**Question**

The table gives the equilibrium bond length $r_e$, the harmonic wavenumber $\omega_e$ and the well depth $D_e$ of BH at six levels of theory. "Change" means the two-component value, with spin-orbit coupling, less the spin-free value.

BH, computed with the in-house axial X2C program (version 1) in the dyall-v3z basis, B 1s frozen in MP2 and coupled cluster. Spin-free values use scalar X2C; two-component runs add atomic mean-field spin-orbit coupling with the Gaunt term. D_e is relative to the lowest atomic determinants; measured values (NIST WebBook) are r_e 1.232 Å and ω_e 2366.9 cm⁻¹.

| method | exact exchange, long range (%) | r_e, spin-free (Å) | ω_e, spin-free (cm⁻¹) | D_e, spin-free (eV) | change of D_e (eV) |
| --- | --- | --- | --- | --- | --- |
| PW91 | 0 | 1.248 | 2253 | 3.54 | 0.00 |
| PBE0 | 25 | 1.241 | 2326 | 3.49 | 0.00 |
| HF | 100 | 1.221 | 2487 | 2.68 | 0.00 |
| CCSD | n/a | 1.235 | 2358 | 3.61 | 0.00 |
| CCSD(T) | n/a | 1.236 | 2348 | 3.62 | n/a |
| MP2 | n/a | 1.228 | 2428 | 3.48 | 0.00 |

(a) Explain how correlation moves $r_e$ and $\omega_e$ from their HF values. At the HF minimum the force constant is $k = 0.772$ hartree/Å$^2$ and the CCSD(T) correlation energy has the slope $-11.0$ mhartree/Å; estimate the shift of $r_e$.

(b) Choose a level for $r_e$ to 0.005 Å, for $\omega_e$ to 1 % and for $D_e$ to 1 kcal/mol (0.043 eV), with rough costs.

(c) Decide whether spin-orbit coupling is needed.

**Model answer**

(a) All rows describe the same closed shell, so the energy can be written $E(R) = E_{\rm HF}(R) + E_c(R)$. If the correlation energy $E_c$ did not depend on $R$, the HF values of $r_e$ and $\omega_e$ would be kept however large $E_c$ was. In the opposite limit of a broken bond, the doubly occupied bonding orbital retains ionic terms, HF lies far too high and $|E_c|$ is large. This argues for a negative slope $E_c'$ on the way to dissociation but does not fix its sign near $r_e$. There the computed curves show a negative slope in MP2, CCSD and CCSD(T).

Near the HF minimum $E \approx \tfrac12 k x^2 + E_c' x$, with $x$ the stretch, and $dE/dx = 0$ gives $\Delta r = -E_c'/k$. For CCSD(T), $\Delta r = 0.0110/0.772 = 0.014$ Å, against 0.015 Å in the table. The bond also softens, for two reasons that add: the anharmonic HF curve is flatter at the longer distance, and $E_c''$ is negative. With $\omega_e \propto \sqrt{E''}$ these parts are $-87$ and $-43$ 1/cm, together $-130$ 1/cm against $-139$ 1/cm in the table.

Bond length and frequency thus test the shape of $E_c(R)$ and not its size. MP2 recovers 74 % of the CCSD(T) correlation energy but only 44 % of its growth on stretching, so it covers about half the way from HF and stays short and stiff. CCSD recovers 93 % of the growth and nearly coincides with CCSD(T). $D_e$ tests something else, the difference between $E_c$ of the molecule and of the atoms. Bonding creates an electron pair whose correlation HF omits, and HF lies 0.94 eV below CCSD(T).

(b) Against the measured bond length, MP2 is 0.004 Å short, CCSD 0.003 Å long and CCSD(T) 0.004 Å long, so all three meet the target and MP2 is the cheapest. PBE0, HF and PW91 miss it, in that order of growing error. The success of MP2 may rest on cancelling errors, since it lies 0.008 Å below CCSD(T) in the same basis, and a larger basis or core correlation could undo it. Nor does it carry over to $\omega_e$, which MP2 puts 2.6 % above measurement.

Only CCSD ($-0.4$ %) and CCSD(T) ($-0.8$ %) give $\omega_e$ within 1 % of measurement. HF and PW91 err by about 5 % in opposite directions, and PBE0 lies between them. For a zero-point correction $\omega_e/2$ any level serves, since even the HF error is a small fraction of 1 kcal/mol.

For $D_e$ the yardstick is CCSD(T), a calculation without counterpoise correction and so a relative standard only. MP2, PBE0 and PW91 lie 0.14, 0.13 and 0.08 eV below it, two to three times the target, and CCSD alone agrees within it. PBE0 improves on PW91 in $r_e$ and $\omega_e$ but is further off in $D_e$. Coupled cluster is the choice, though its absolute accuracy is not established here.

By formal scaling with size $N$, HF and the functionals cost about $N^3$ to $N^4$ and MP2 $N^5$. CCSD costs $o^2v^4$ per iteration and the triples $o^3v^4$ once, for $o$ correlated electrons and $v$ virtual orbitals. With $o = 4$ the triples count as about four CCSD iterations, prefactors aside, so for BH they are affordable.

(c) It is not needed. The axial spin and orbital momenta, 2Σ and Λ, are zero, so the molecule has no first-order spin-orbit energy, and higher orders are small for so light an atom. The two-component runs, which also add mean-field Coulomb and Gaunt terms, raise the CCSD(T) energy by 0.77 to 0.78 mhartree along the whole curve. This is the first limit of (a): a flat term leaves $r_e$ and $\omega_e$ alone, and $\omega_e$ moves by only $-0.12$ 1/cm. $D_e$ changes by about 0.1 meV in PW91, PBE0, MP2 and CCSD. These changes refer to single determinants of the boron atom and miss most of the spin-orbit lowering of its ground level. That lowering is expected to be of the order of 1 meV, still far below the target.

**Remarks on the reasoning**

The estimate used a quadratic through $E_c(R)$ of MP2, CCSD and CCSD(T) and a polynomial through the HF curve, with nothing adjusted to the tabulated shifts; the printed output below lists it for the three rows. It is bookkeeping on the same curves, so it locates the cause of the shifts without validating any method. It falls 3 to 9 1/cm short in $\omega_e$, beyond the rounding and in the direction expected when $k$ is held at its stiff HF value.

Ranking CCSD above CCSD(T) because it lies nearer measurement would be a mistake. Their step in $r_e$, 0.001 Å, is of the size of the rounding, and both correlate four electrons in a triple-zeta basis with truncated virtuals. Core correlation usually shortens bonds, so a cancellation of errors in CCSD is plausible but untested. Effort belongs on basis and core before spin-orbit coupling.

The 0.018 eV step in $D_e$ from CCSD to CCSD(T) is not purely triples, because the boron atom has its 2p electron in π there and in σ in CCSD. With spin-orbit coupling that determinant has total axial momentum 2Ω = 3 and belongs to the upper level $J = 3/2$. This argues for the positive change of 0.67 meV in that run, whereas dissociation to the ground level would lower $D_e$ slightly.

The share of exact exchange is tempting as a single cause for PW91, PBE0 and HF. PBE0, at 25 %, lies 26 % of the way from PW91 to HF in $r_e$ but 6 % in $D_e$. HF has no correlation at all, so the agreement in $r_e$ shows no cause. The functionals also lack a current term. This does not touch the closed-shell curve, nor the spin-free boron atom in PBE0, whose 2p electron is in σ and carries no orbital current. It can bear on the two-component atoms, and so on the small change of $D_e$.

Numerical output:

```
rounding of table: r_e 0.0005 A, omega_e 0.5 1/cm, D_e 0.005 eV; 1 kcal/mol = 0.043 eV
errors against measurement; D_e against CCSD(T), no measured value
HF       r_e -0.011 A (B_e +1.8 %), omega_e +120 1/cm (+5.1 %, omega/2 +7.4 meV), D_e -0.94 eV
MP2      r_e -0.004 A (B_e +0.7 %), omega_e  +61 1/cm (+2.6 %, omega/2 +3.8 meV), D_e -0.14 eV
CCSD     r_e +0.003 A (B_e -0.5 %), omega_e   -9 1/cm (-0.4 %, omega/2 -0.6 meV), D_e -0.01 eV
CCSD(T)  r_e +0.004 A (B_e -0.6 %), omega_e  -19 1/cm (-0.8 %, omega/2 -1.2 meV), D_e +0.00 eV
PBE0     r_e +0.009 A (B_e -1.4 %), omega_e  -41 1/cm (-1.7 %, omega/2 -2.5 meV), D_e -0.13 eV
PW91     r_e +0.016 A (B_e -2.5 %), omega_e -114 1/cm (-4.8 %, omega/2 -7.1 meV), D_e -0.08 eV
steps between levels
HF   to MP2      r_e +0.007 A, omega_e  -59 1/cm, D_e +0.80 eV
MP2  to CCSD     r_e +0.007 A, omega_e  -70 1/cm, D_e +0.13 eV
CCSD to CCSD(T)  r_e +0.001 A, omega_e  -10 1/cm, D_e +0.01 eV
HF   to CCSD(T)  r_e +0.015 A, omega_e -139 1/cm, D_e +0.94 eV
PW91 to PBE0     r_e -0.007 A, omega_e  +73 1/cm, D_e -0.05 eV
PBE0 to HF       r_e -0.020 A, omega_e +161 1/cm, D_e -0.81 eV
PBE0 (25 % exact exchange), way from PW91 to HF: r_e 26 %, omega_e 31 %, D_e 6 %
HF force constant: 0.772 hartree/A^2 from omega_e, 0.771 from the curve (energies to 0.01 mhartree)
MP2      E_c -75.1 mhartree at 1.241 A, change 1.129 to 1.384 A -1.34, slope -4.9 mhartree/A
   shift of r_e from HF: estimate +0.0064, table +0.007 A
   shift of omega_e: stretch -39, E_c curvature -16, sum -56, table -59 1/cm
CCSD     E_c -99.8 mhartree at 1.241 A, change 1.129 to 1.384 A -2.83, slope -10.3 mhartree/A
   shift of r_e from HF: estimate +0.0133, table +0.014 A
   shift of omega_e: stretch -81, E_c curvature -41, sum -122, table -129 1/cm
CCSD(T)  E_c -101.8 mhartree at 1.241 A, change 1.129 to 1.384 A -3.03, slope -11.0 mhartree/A
   shift of r_e from HF: estimate +0.0143, table +0.015 A
   shift of omega_e: stretch -87, E_c curvature -43, sum -130, table -139 1/cm
MP2  share of CCSD(T): E_c 74 %, its growth on stretching 44 %, gain in D_e over HF 85 %
CCSD share of CCSD(T): E_c 98 %, its growth on stretching 93 %, gain in D_e over HF 99 %
CCSD to CCSD(T): molecule -1.92 mhartree at 1.241 A, B atom -1.26 (other determinant), D_e +0.018 eV
two-component change of D_e, meV: PW91 +0.09, PBE0 +0.09, MP2 +0.10, CCSD +0.10, CCSD(T) +0.67
CCSD(T) change of D_e 5.4 1/cm; PBE0 empty pi splitting 9 1/cm, half 4.4
CCSD(T) two-component change: r_e +0.00004 A, omega_e -0.12 1/cm
two-component offset of CCSD(T) total energy: +0.77 to +0.78 mhartree along the curve
counts: o^2 v^4 = 2.7e+08 per CCSD iteration, o^3 v^4 = 1.1e+09 once for (T), o=4, v=64
cutting virtuals from 108 to 64 saves a factor 8.1 in v^4
```
